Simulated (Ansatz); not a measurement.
## The HOMO–LUMO gap down a group: F to I

All atoms of one element are swapped for its congeners: SiF4 (silicon tetrafluoride) `F[Si](F)(F)F`; SiCl4 (silicon tetrachloride) `Cl[Si](Cl)(Cl)Cl`; SiBr4 `Br[Si](Br)(Br)Br`; SiI4 `I[Si](I)(I)I`. All are singlets with charge 0.

Shapes, held fixed at every level: PBE0-D4/def2-TZVP. Programs: Ansatz 0.2.0. Values in eV.

| level | SiF4 | SiCl4 | SiI4 |
| --- | --- | --- | --- |
| SPW92/def2-TZVPP | 10.00 | 6.39 | 3.16 |
| PBE-D4/def2-TZVPP | 10.06 | 6.52 | 3.25 |
| r2SCAN-D4/def2-TZVPP | 11.26 | 7.29 | 3.71 |
| BHLYP-D4/def2-TZVPP | 16.29 | 11.38 | 6.85 |
| r2SCAN0-D4/def2-TZVPP | 14.10 | 9.47 | 5.36 |
| wB97X-V/def2-TZVPP | 18.01 | 13.73 | 9.27 |
| wB97M-V/def2-TZVPP | 17.62 | 13.31 | 8.93 |

Task: Estimate the column for SiBr4 from its neighbours.

Result: The mean of the neighbours at wB97M-V/def2-TZVPP is 11.12 eV, against 11.17 from the run. All rows: SPW92/def2-TZVPP 4.78; PBE-D4/def2-TZVPP 4.89; r2SCAN-D4/def2-TZVPP 5.51; BHLYP-D4/def2-TZVPP 9.13; r2SCAN0-D4/def2-TZVPP 7.43; wB97X-V/def2-TZVPP 11.54; wB97M-V/def2-TZVPP 11.17 eV. At wB97M-V/def2-TZVPP the HOMO–LUMO gap falls at every step, from 17.62 to 8.93 eV. Every level shows the same order. For atoms past krypton def2 sets carry core potentials with scalar relativity. Relativity is left out for Br unless named. Orbital gaps aren't excitation energies, and the LUMO depends on the basis.

The gap of SiBr4 lies almost midway between those of SiCl4 and SiI4 at every level, so the interpolation succeeds whatever the absolute gap. The HOMO in these tetrahedral molecules is essentially a halogen p lone-pair combination, which rises in energy as the halogen becomes less electronegative and its valence p shell more diffuse. The longer, weaker Si–X bonds also lower the Si–X antibonding levels, so both edges probably help to close the gap.

The drop from SiF4 to SiCl4 is much larger than either later step in every row, reflecting fluorine's compact, tightly bound 2p shell. Averaging neighbours therefore works among the heavier halides but would overestimate SiCl4 from SiF4 and SiBr4. The much wider spread between methods than between estimate and run probably reflects their differing shares of exact exchange, and the close interpolation doesn't validate any one absolute gap. Spin–orbit splitting of the iodine lone-pair levels, absent from a scalar treatment, would probably narrow the SiI4 gap further and make the later steps less even.
